Dear colleague,

The charge maps, energies and forces that I compute for patches of a CuO2 plane depend on a small subset of the elements of a Green's matrix, and that subset can be obtained exactly without the rest. The tool is the recurrence of Takahashi, Fagan and Chin (1973), now called selected inversion.

1. Premises

The electrons are independent particles in a mean field. The basis has N real localised orbitals φ_i, so the Hamiltonian H and overlap S are real, symmetric and sparse, and S is positive definite with smallest eigenvalue s. The levels solve H c_n = ε_n S c_n with c_nᵀ S c_m = δ_nm. Everything is per spin unless I say otherwise. For complex z with η = Im z > 0 define A = zS − H and G = A⁻¹. A is complex symmetric, Aᵀ = A, and not Hermitian; ᵀ never conjugates. With C the matrix of eigenvectors, CᵀAC = diag(z − ε_n), hence

G(z) = Σ_n c_n c_nᵀ/(z − ε_n).

The pattern of A means the set of pairs (i, j) for which H_ij, S_ij or their derivatives with respect to atomic positions are allowed to be non-zero, whatever their present value.

2. Which elements are needed

With f the Fermi function, let P = Σ_n f(ε_n) c_n c_nᵀ and Q = Σ_n f(ε_n) ε_n c_n c_nᵀ. The density is ρ(r) = Σ_ij P_ij φ_i(r) φ_j(r), the electron number Σ_ij P_ij S_ij, the band energy Σ_ij P_ij H_ij. Differentiating (H − ε_n S)c_n = 0 and multiplying from the left by c_nᵀ removes the change of c_n and leaves dε_n = c_nᵀ(dH − ε_n dS)c_n. The grand potential Ω = −kT Σ_n ln(1 + exp[−(ε_n − μ)/kT]) has ∂Ω/∂ε_n = f(ε_n), so the band part of the force on coordinate X is

F_X = −Σ_ij P_ij ∂H_ij/∂X + Σ_ij Q_ij ∂S_ij/∂X.

Each sum multiplies P or Q by something that vanishes off the pattern of A. Now take Cauchy's formula g(ε) = (1/2πi) ∮ g(z) dz/(z − ε) on an anticlockwise contour that encloses all ε_n and none of the poles of f, for g = f and g = εf. A quadrature with nodes z_l gives P ≈ Σ_l w_l G(z_l) and Q ≈ Σ_l w_l z_l G(z_l). Nodes come in conjugate pairs and G(z*) = G(z)*, so the upper half-plane suffices. The task is thus to find G(z_l) on the pattern of A at a modest number of poles z_l.

3. The factorisation exists in any order

Gaussian elimination writes A = L D Lᵀ with L unit lower triangular and D diagonal. Starting from A⁽¹⁾ = A, step j sets D_j = A⁽ʲ⁾_jj, L_ij = A⁽ʲ⁾_ij/D_j for i > j, and

A⁽ʲ⁺¹⁾_ik = A⁽ʲ⁾_ik − L_ij A⁽ʲ⁾_kj for i ≥ k > j. (1)

This needs D_j ≠ 0. Let A_j, H_j, S_j be the leading j × j blocks. For any complex vector x ≠ 0, x†H_j x is real, so Im(x†A_j x) = η x†S_j x ≥ ηs|x|² > 0. No A_j is singular, and ‖A_j⁻¹‖ ≤ 1/(ηs). Let b hold the first j − 1 entries of column j, and x = (−A_(j−1)⁻¹ b, 1). Then A_j x = D_j e_j, because the pivot is the Schur complement D_j = A_jj − bᵀA_(j−1)⁻¹b. Since x_j = 1, x†A_j x = D_j, and |x| ≥ 1 gives

Im D_j ≥ ηs.

No pivoting is needed for existence, so the orbitals may be numbered once, for sparsity alone.

4. The recurrence

Inverting the factors, G = (Lᵀ)⁻¹ D⁻¹ L⁻¹. Multiplying from the left by Lᵀ gives LᵀG = D⁻¹L⁻¹, and adding (I − Lᵀ)G to both sides gives

G = D⁻¹L⁻¹ + (I − Lᵀ) G. (2)

The inverse of a unit lower triangular matrix is unit lower triangular, so D⁻¹L⁻¹ has 1/D_j on the diagonal and zeros above it. L⁻¹ is dense in general, but only these known parts of it are used. Further, (I − Lᵀ)_jk = −L_kj for k > j and zero otherwise. Take row j of (2). For a column i > j the first term vanishes, and G_ji = −Σ_(k>j) L_kj G_ki. G is symmetric because A is, so

G_ij = −Σ_(k>j) G_ik L_kj for i > j. (3)

For column j itself,

G_jj = 1/D_j − Σ_(k>j) L_kj G_kj. (4)

The right side of (3) holds only elements whose two indices exceed j, and that of (4) only what (3) has just produced. One starts from G_NN = 1/D_N and works back to j = 1.

5. Closure on the fill pattern

Define for each column a set C_j of rows i > j by running (1) on positions instead of numbers: (i, k) is occupied at step j + 1 if it was occupied at step j, or if both (i, j) and (k, j) are. C_j lists the occupied rows of column j at step j, and L_ij = 0 outside it. Positions absent from A and created this way are the fill. Two properties follow from the definition.

(a) If i > j and (i, j) is in the pattern of A, then i ∈ C_j, since occupied positions stay occupied.

(b) If i, k ∈ C_j and i > k, then i ∈ C_k, since step j occupies (i, k).

Let Π be the diagonal together with all (i, j) and (j, i) with i ∈ C_j, the pattern of L + Lᵀ. The claim is that G on Π follows from G on Π alone. Proceed by induction downwards in j. Column N holds only G_NN. Suppose columns j + 1 to N are done. For i ∈ C_j the sum in (3) runs over k ∈ C_j. If k = i, G_ii is a diagonal element of a finished column. If k < i, (b) puts (i, k) in Π, in column k > j. If k > i, (b) puts (k, i) in Π, in column i > j, and G_ik = G_ki. Then (4) needs G_kj for k ∈ C_j, just computed. The induction closes, and by (a) Π contains the pattern of A, so everything in section 2 is delivered. Nothing has been truncated, and no decay of G with distance has been assumed.

6. Cost

Let m_j be the size of C_j. Step (1) updates one triangle of an m_j × m_j block, m_j(m_j + 1)/2 multiply-adds. Column j of the inversion is a matrix-vector product on the same block, m_j² multiply-adds, plus m_j for (4). Apart from divisions,

cost of inversion = Σ_j m_j(m_j + 1) = 2 × cost of factorisation,

for every ordering, per pole, in complex arithmetic. G on Π takes as much storage as L and D.

The ordering fixes the m_j. For a full matrix m_j = N − j and the factorisation costs (N³ − N)/6. For an n × n square lattice with one orbital per site and nearest-neighbour hopping, numbered row by row, m_j ≤ n and the cost is at most N n(n + 1)/2. At n = 100 this is 5.05 × 10⁷ against 1.67 × 10¹¹. Nested dissection (George, 1973) does better. Number last a cross of sites that cuts the patch into four uncoupled quarters, and repeat in each quarter. Fill from a piece can join only its own sites and the separator sites around it. Level ℓ has 4^ℓ pieces, each handling a dense block of side proportional to n/2^ℓ, so the work goes as Σ_ℓ 4^ℓ (n/2^ℓ)³ < 2n³, that is as N^(3/2), and the storage as Σ_ℓ 4^ℓ (n/2^ℓ)², that is as N log N. In three dimensions 8^ℓ blocks of side n²/4^ℓ give work N² and storage N^(4/3).

In a wire the cost is linear in the length. If slices of B orbitals couple only to adjacent slices, m_j runs at most from 2B − 1 down to B within a slice, and the factorisation costs up to (7B³ − B)/6 per slice. For a transistor channel cut from monolayer MoS2, with 11 orbitals per cell (five Mo d, six S p), 30 cells across (9.6 nm at a lattice constant of approximately 0.32 nm) and hopping between adjacent cells only, B = 330. That is 4.19 × 10⁷ multiply-adds per slice for the factors and 8.39 × 10⁷ for the selected elements.

7. Range of validity

Symmetry. Equations (3) and (4) need Aᵀ = A. Bloch phases, spin-orbit coupling or a magnetic field make H complex Hermitian. Then A = L D U with U unit upper triangular, and the pair G = D⁻¹L⁻¹ + (I − U)G and G = U⁻¹D⁻¹ + G(I − L), used above and below the diagonal, replaces (2). Closure holds as before, because the pattern is still symmetric.

Pattern. Π is symbolic. An element of L that cancels to zero must be kept, as the example below shows, and an element of H that vanishes by symmetry while its derivative does not must be declared in the pattern. If small elements of L are dropped, the result is approximate.

Rounding. Every A⁽ʲ⁾_ij is an element of a Schur complement, bounded by ‖A‖ + ‖A‖²/(ηs), so |L_ij| ≤ x + x² with x = ‖A‖/(ηs). Small η or a nearly dependent basis allows growth of rounding errors. For real z inside the spectrum a pivot can vanish, and pivoting then alters Π.

Reach. The diagonal of G(E + iη) gives, in an orthonormal basis, the local density of states −Im G_ii/π to which your tunnelling maps relate. Eigenvectors, the momentum-resolved spectral function, end-to-end transmission and exact exchange need elements outside Π.

Gain. Metals are treated as well as insulators, but the number of poles grows as the gap or kT shrinks relative to the spectral width. In three dimensions, or with many far-reaching orbitals per atom, the separators are large and the crossover with N³ diagonalisation comes late.

8. Illustration on nine Cu sites

Take the one-band model of an undoped CuO2 plane, one orthonormal orbital per Cu on an open 3 × 3 patch, hopping −t between neighbours, and an imposed antiferromagnetic mean field. The inputs are t = 0.40 eV, a typical value, and Δ = 0.80 eV, chosen so that 2Δ lies in the typical range of the insulating gap. Number the top row 1, 5, 2, the middle row 7, 9, 8, the bottom row 3, 6, 4. This is a dissection: the middle row separates the other two, and sites 5 and 6 bisect them. For spin ↑, H_ii = −Δ on corners and centre and +Δ on the edge sites 5 to 8; spin ↓ has Δ reversed; μ = 0. Then A has a = z + Δ or b = z − Δ on the diagonal and +t on the 12 bonds. Put y = ab = z² − Δ² and K = y² − 4yt² + 2t⁴.

Eliminating a corner gives D = a and L = t/a to its two edge neighbours, lowers their diagonals by t²/a, and fills 7-5, 8-5, 7-6, 8-6 with −t²/a. So D5 = D6 = b − 2t²/a = (y − 2t²)/a, L75 = L85 = L76 = L86 = −t²/(y − 2t²), L95 = L96 = ta/(y − 2t²). Eliminating 5 and 6 fills 8-7, and (1) gives D7 = K/[a(y − 2t²)], L87 = −2t⁴/K, L97 = tay/K, D8 = b(y − 4t²)(y − 2t²)/K, L98 = ta/(y − 4t²), D9 = a(y − 8t²)/(y − 4t²). The m_j are 2, 2, 2, 2, 3, 3, 2, 1, 0: 17 of the 36 positions below the diagonal, 5 of them fill. The costs are 28 and 56 multiply-adds, against 120 and 240 for a full matrix.

At z = it = 0.40i eV, with α = 2 + i, we have a = αt, y = −5t², K = 47t⁴. The pivots in eV are D1 = 0.80 + 0.40i, D5 = −1.12 + 0.56i, D7 = −1.0743 + 0.5371i, D8 = −1.0723 + 0.5362i, D9 = 1.1556 + 0.5778i, all with Im D ≥ η = 0.40 eV. The multipliers are L64 = L84 = 1/α, L76 = L86 = 1/7, L96 = −α/7, L87 = −2/47, L97 = −5α/47, L98 = −α/9. The backward sweep, with g = tG, 1/D9 = 9/(13αt), 1/D8 = −47α/(315t), 1/D7 = −7α/(47t) and 1/D6 = −α/(7t), runs

g99 = 9/(13α)
g98 = −g99 L98 = 1/13
g88 = −47α/315 − L98 g98 = −64α/455
g87 = −(g88 L87 + g89 L97) = α/455
g97 = −(g98 L87 + g99 L97) = 1/13
g77 = −7α/47 − L87 g87 − L97 g97 = −64α/455
g76 = −(g77 L76 + g78 L86 + g79 L96) = 2α/65, and g86 alike
g96 = −(g97 L76 + g98 L86 + g99 L96) = 1/13
g66 = −α/7 − L76 g76 − L86 g86 − L96 g96 = −64α/455
g64 = −(g66 L64 + g68 L84) = 10/91, and g84 alike
g44 = 1/α − L64 g64 − L84 g84 = 71/(91α)

Columns 5, 3, 2, 1 repeat 6 and 4. The fourfold symmetry, hidden by the ordering, returns in g66 = g77 = g88. In eV⁻¹, G99 = 0.6923 − 0.3462i, G98 = 0.1923, G88 = −0.7033 − 0.3516i, G64 = 0.2747, G44 = 0.7802 − 0.3901i. Elements such as G65 and G91 were never touched. If the sign of bond 8-4 is reversed, the paths through 5 and 6 cancel and L87 = 0, yet g87 = 35α/3337 is non-zero and columns 5 and 6 need it.

At general z the same sweep gives, in partial fractions,

G99 = 1/(2a) + b/[2(y − 8t²)], G98 = −t/(y − 8t²),
G88 = 1/(4b) + a/[4(y − 8t²)] + a/[2(y − 2t²)],
G64 = −t/[2(y − 8t²)] − t/[2(y − 2t²)],
G44 = 3/(8a) + b/[8(y − 8t²)] + b/[2(y − 2t²)].

The levels lie at ±Δ, ±E2 and ±E1, with E2 = √(Δ² + 2t²) = 0.9798 eV and E1 = √(Δ² + 8t²) = 1.3856 eV. In an orthonormal basis a constant term is harmless, so we may use f(ε) = 1/2 + 2kT Σ_(n≥0) Re 1/(iω_n − ε), ω_n = (2n + 1)πkT. At 300 K, kT = 0.02585 eV and exp(−Δ/kT) = 4 × 10⁻¹⁴, so f is a step on this spectrum and equals its T → 0 form,

P_ij = δ_ij/2 + (1/π) ∫₀^∞ Re G_ij(iω) dω.

On this axis y = −(ω² + Δ²), and (1/π) ∫₀^∞ dω/(ω² + E²) = 1/(2E). The centre has n↑ = 3/4 + Δ/(4E1) = 0.8943. Reversing Δ reverses Re G_ii, so n↓ = 1 − n↑, and the moments μB(n↑ − n↓) are 1/2 + Δ/(2E1) = 0.7887 μB at the centre, −[1/4 + Δ/(4E1) + Δ/(2E2)] = −0.8026 μB on an edge, 3/8 + Δ/(8E1) + Δ/(2E2) = 0.8554 μB on a corner. They sum to 1 μB over the patch: five ↑ and four ↓ electrons. The bond orders, equal for both spins, are P98 = t/(2E1) = 0.1443 and P64 = t/(4E1) + t/(4E2) = 0.1742. Each bond counts twice and there are two spins, so the hopping energy is −4t(4P98 + 8P64) = −3.15 eV. The field energy, −Δ times the sum of the moduli of n↑ − n↓, is −5.94 eV. The band energy, without mean-field double-counting terms, is −9.09 eV, which equals −(2E1 + 4E2 + 3Δ), the sum of the occupied levels.

At fixed Δ the band energy changes with the hopping of bond 9-8 as −4P98 = −0.577. Assume for illustration t ∝ d⁻⁷ at a Cu-Cu distance d of approximately 3.8 Å, so that dt/dd = −7t/d = −0.737 eV/Å. Site 8 is then pulled towards the centre with 0.43 eV/Å, its two other bonds being perpendicular. This is the model's band contribution only; the repulsion that balances it in a crystal is absent.

The choice of poles matters. Since Re G99 → Δ/ω², cutting the Matsubara sum at ω_max loses Δ/(πω_max) in n↑, and holding this to 10⁻³ needs 255 eV, or ω_max/(2πkT) = 1.6 × 10³ poles. Substitute instead ω = ω0 tan θ. A level at distance ε > 0 from μ then has the integrand εω0/(ω0² sin²θ + ε² cos²θ) = 1 + 2Σ_(k≥1) r^k cos 2kθ, r = (ω0 − ε)/(ω0 + ε), whose exact mean over (0, π/2) is 1. On M midpoints θ_l = (2l − 1)π/4M, cos 2kθ averages to zero unless k = 2Mp, where it gives (−1)^p, so the mean becomes (1 − r^(2M))/(1 + r^(2M)). With ω0 = √(ΔE1) = 1.053 eV, |r| ≤ 0.1365 on the whole spectrum. Two poles, ω = 0.436 and 2.542 eV, leave a relative error of at most 2r⁴ = 7 × 10⁻⁴, and the centre moment (ω0/M) Σ_l Re G99(iω_l)/cos²θ_l comes out as 0.7881 μB. Rounding is no threat either. On the infinite lattice the top level is √(Δ² + 16t²) = 1.79 eV, and even at η = πkT = 0.0812 eV one has x = 22 and |L_ij| below about 5 × 10².

The diagonal hopping t′, typically about 0.1 eV in size, was left out. On this patch its matrix is a product of the two chain adjacency matrices, so it commutes with the neighbour hopping and, joining like sublattices, with the staggered field. It shifts levels by at most 2|t′| = 0.2 eV < Δ and leaves P unchanged. It does change the bookkeeping, since the four corner-centre pairs join the pattern and raise its count from 17 to 21. A uniform Δ is also not self-consistent, as the unequal moments show. The centre moment of 0.79 μB is the model's. The ordered Cu moment in undoped cuprates is typically about 0.6 μB, so the model lies high by a factor of about 1.3, the direction expected of a static mean field without quantum spin fluctuations and without explicit oxygen orbitals.